At first sight the band gap of an ionic oxide is the distance between two levels, the filled oxygen p level and the empty metal d level. In cubic BaTiO3 that would put all oxygen p functions at one energy and all titanium d functions at another, with the gap in between. A calculation with the PBE functional, recast into localised functions, allows this picture to be checked. The levels split according to direction, and the gap is only about half the distance between the nearest titanium and oxygen levels.

Maximally localised Wannier functions (Ti 3d, O 2p) of cubic BaTiO3, computed with Ansatz 0.2.0 from PBE plane-wave PAW bands without spin–orbit coupling, in a cell relaxed with r2SCAN. The cutoff is 420 eV, the k mesh 6×6×6 and the Wannier mesh 4×4×4. Energies count from the valence-band top, with an outer window of −10.0 to 10.83 eV and a frozen window of −6.0 to 2.83 eV.

| row | function spread (angstrom^2) | function on site (eV) | function x (Å) | function y (Å) | function z (Å) |
| --- | --- | --- | --- | --- | --- |
| 1 | 0.643 | 4.097 | 0.000 | 0.000 | 0.000 |
| 2 | 0.859 | 2.465 | 0.000 | 0.000 | 0.000 |
| 3 | 0.859 | 2.465 | 0.000 | 0.000 | 0.000 |
| 4 | 0.643 | 4.097 | 0.000 | 0.000 | 0.000 |
| 5 | 0.859 | 2.465 | 0.000 | 0.000 | 0.000 |
| 6 | 1.211 | -1.238 | 1.997 | 0.000 | 0.000 |
| 7 | 0.755 | -1.701 | 1.997 | 0.000 | 0.000 |
| 8 | 1.211 | -1.238 | 1.997 | 0.000 | 0.000 |
| 9 | 1.211 | -1.238 | 0.000 | 1.997 | 0.000 |
| 10 | 1.211 | -1.238 | 0.000 | 1.997 | 0.000 |
| 11 | 0.755 | -1.701 | 0.000 | 1.997 | 0.000 |
| 12 | 0.755 | -1.700 | 0.000 | 0.000 | 1.997 |
| 13 | 1.211 | -1.238 | 0.000 | 0.000 | 1.997 |
| 14 | 1.211 | -1.238 | 0.000 | 0.000 | 1.997 |

Each row is a Wannier function, a localised orbital built by combining the band states of the crystal. The function spread is its mean square extent about its own centre, so the square root of the spread serves as a radius. The function on site is the energy an electron would have if it stayed in that one function, counted from the top of the valence band. What this number leaves out is hopping, the passage of the electron to other functions.

Five functions sit on titanium and nine on oxygen, and they fall into four kinds. Their degeneracies and the geometry identify them. On titanium, two functions (called eg) point straight at the six oxygen neighbours, and three (t2g) point between them. On each oxygen, one p function lies along the Ti–O line (sigma) and two lie across it (pi). Row 12, a sigma function, differs from its partners in rows 7 and 11 only in the last printed digit of its level, which is numerical noise.

All the centres coincide with nuclei, and it is tempting to read this as proof of purely ionic bonding. It is not, for two reasons. Every titanium and every oxygen here lies at a centre of inversion, so a function that is even or odd about its nucleus must be centred there. Moreover, the set contains the empty titanium functions as well as the filled oxygen ones, so bonding and antibonding combinations can be taken apart again into orbitals that look atomic. The covalent bond between Ti and O has not vanished; it sits mainly in the hoppings.

The on-site levels show what direction does. On titanium, the functions that point along the bond lie 1.63 eV above the others; on oxygen, they lie 0.46 eV below. A simple electrostatic picture gives both signs. A titanium eg lobe points at negatively charged oxygen, which raises the energy of an electron there, whereas an oxygen sigma lobe points at positively charged titanium, which lowers it. The picture gives signs, not sizes: with formal ionic charges it would be expected to split the oxygen levels by far more than 0.46 eV.

Orbitals that were left out of the set also act on these levels. The deep oxygen 2s level can mix with eg but, by symmetry, not with t2g through the direct Ti–O contact, and a level mixed with a deeper one is pushed up. This adds to the electrostatic rise of eg. On oxygen, sigma overlaps head-on with titanium s and p orbitals, of which the deep ones push it up and the empty ones push it down. The calculation gives only the total shift, so the share of each cause remains open. Nor is the distance between eg and t2g the full ligand-field splitting seen in the bands, because the mixing of titanium d with oxygen 2p enters through the hoppings.

The gap now needs a second step, from levels to bands. At the special points needed here, a band state repeats the same functions from cell to cell with a fixed pattern of signs, and its energy is the on-site level plus the sum of all hoppings, each taken with the sign that the pattern gives it. One might suppose that Ti–O mixing dominates this sum, since these atoms are the closest neighbours. At the two edges of the gap, symmetry removes that mixing.

The bottom of the conduction band lies at Γ, where every cell carries the same sign. Two oxygen atoms on opposite sides of a titanium atom then have p lobes that point the same way in space. A d function looks the same from both sides, so its overlap with one oxygen is cancelled by its overlap with the other. The lowest conduction state, which is of t2g kind by the standard assignment, is therefore built from titanium functions alone within this set.

The top of the valence band lies at R, where the sign alternates from cell to cell along all three axes. The cancellation between opposite oxygen atoms is lifted there, but the standard assignment of the top state gives it a pattern that still has no d partner. In a plane through titanium, the pi lobes of the four surrounding oxygen atoms follow one another round the ring like arrows on a wheel. A t2g function could mix only with a pattern whose arrows reverse from one oxygen to the next. In the wheel, the positive lobe of each oxygen faces the negative lobe of the next, an antibonding arrangement that raises the energy.

Both edges can thus be written with hoppings between atoms of the same element:

$$E_{\mathrm{gap}} = (\varepsilon_{t2g} + T_{\mathrm{Ti}}) - (\varepsilon_{\pi} + T_{\mathrm{O}})$$

Here $\varepsilon_{t2g}$ and $\varepsilon_{\pi}$ are the on-site levels of the t2g and pi functions, $T_{\mathrm{Ti}}$ is the sum of hoppings between titanium functions at Γ, and $T_{\mathrm{O}}$ is the sum between oxygen functions at R. These sums include indirect paths through orbitals outside the set. At Γ the t2g state can mix with barium d orbitals. The wheel state at R has by symmetry no partner among barium s, p or d orbitals, so whatever barium does to $\varepsilon_{\pi}$ is expected to be undone in $T_{\mathrm{O}}$. The split into level and hopping sum thus depends on which orbitals the set contains.

The numbers can be followed by hand. The t2g level lies at 2.465 eV and the conduction band begins at 1.823 eV, so $T_{\mathrm{Ti}}$ is 1.823 − 2.465 = −0.642 eV. The pi level lies at −1.238 eV and the valence band ends at zero, so $T_{\mathrm{O}}$ is +1.238 eV.

The distance between the levels, 3.703 eV, therefore shrinks by 0.642 eV from above and by 1.238 eV from below, which leaves the gap of 1.823 eV. About two thirds of the narrowing comes from the oxygen side. The balance closes by construction, because both sums were obtained from the band edges, so it is no test of the symmetry argument. Such a test would add up the individual hoppings, which are not listed here. The printed output after this text gives the differences used.

The same reasoning shows where Ti–O covalency does appear. Away from Γ the cancellation is in general incomplete, though some states keep it along special directions. Where mixing occurs, it pushes the titanium bands up and their oxygen partners down. It shapes the widths of the bands more than the two edges of the gap. The protection of all three t2g functions at Γ depends on titanium sitting at the centre of its oxygen cage. In the polar forms that BaTiO3 takes at room temperature and below, titanium moves off centre, and this mixing becomes allowed for some or all of the t2g functions, depending on the direction of the shift. For a shift along a cube axis, the t2g function lying in the plane across the shift stays unmixed.

The spreads follow direction too, but in another way. On both elements the functions along the bond are the more compact ones: the spread of eg is 25 % below that of t2g, and that of sigma is 38 % below that of pi. A higher level does not go with a wider function, for eg is high and compact while pi, the widest kind, lies below both titanium kinds. Energy alone therefore does not set the size.

Geometry suggests a reason, though the data do not prove it. Seen from titanium, barium lies along the cube diagonals, where eg functions vanish and t2g functions do not. Seen from oxygen, the nearest barium atoms lie in the plane where the sigma function vanishes, while the pi functions reach towards them. Barium has no functions of its own in the set, so any barium character in the bands has to be carried as tails on the titanium and oxygen functions. If the t2g and pi functions, which reach towards barium, carry most of it, they would be the ones to widen.

Two things keep this a conjecture. The sigma and eg functions also have partners outside the set, and their tails would act the other way. In addition, the eg level lies 1.27 eV above the range in which the bands are reproduced exactly at the mesh points. Higher up, the procedure may choose which band states to include, and it chooses those that make the functions compact. A run with barium orbitals included would show whether the pi functions shrink.

That freedom of choice also affects the titanium levels themselves, above all eg, which would be expected to shift somewhat with another energy window. The t2g bands probably run past the top of the exact range as well, so the t2g level and $T_{\mathrm{Ti}}$ are not wholly free of this choice. Along the band path the localised model misses the upper titanium bands by up to 0.29 eV, but this measures how well the bands are interpolated and does not bound how far the on-site levels would move with another window. The order of eg above t2g is expected to survive such a change, the size of their distance less surely. The gap carries a different error: PBE makes it too small compared with the real crystal. The symmetry argument does not depend on its size, but the two hopping sums belong to this calculation and are not measured properties.

Numerical output:

```
Functions centred on Ti (count): 5
Functions centred on O (count): 9
Root of spread, eg (angstrom): 0.8019
Root of spread, t2g (angstrom): 0.9268
Root of spread, O p sigma (angstrom): 0.8689
Root of spread, O p pi (angstrom): 1.1
Spread ratio eg to t2g: 0.7485
Spread ratio O p sigma to O p pi: 0.6235
Share of the six O p pi functions in the summed spread (percent): 54.25
Invariant share of the total spread (percent): 98.3
On-site level eg less t2g (eV): 1.632
On-site level O p sigma less O p pi (eV): -0.4627
On-site distance t2g less O p pi (eV): 3.703
Band gap from R to Gamma (eV): 1.823
On-site distance less band gap (eV): 1.88
Conduction minimum at Gamma less t2g on-site level, sum of d-d hoppings (eV): -0.6419
Valence top at R less O p pi on-site level (eV): 1.238
eg on-site level above the top of the frozen window (eV): 1.267
eg less t2g distance over largest band miss (ratio): 5.555
```
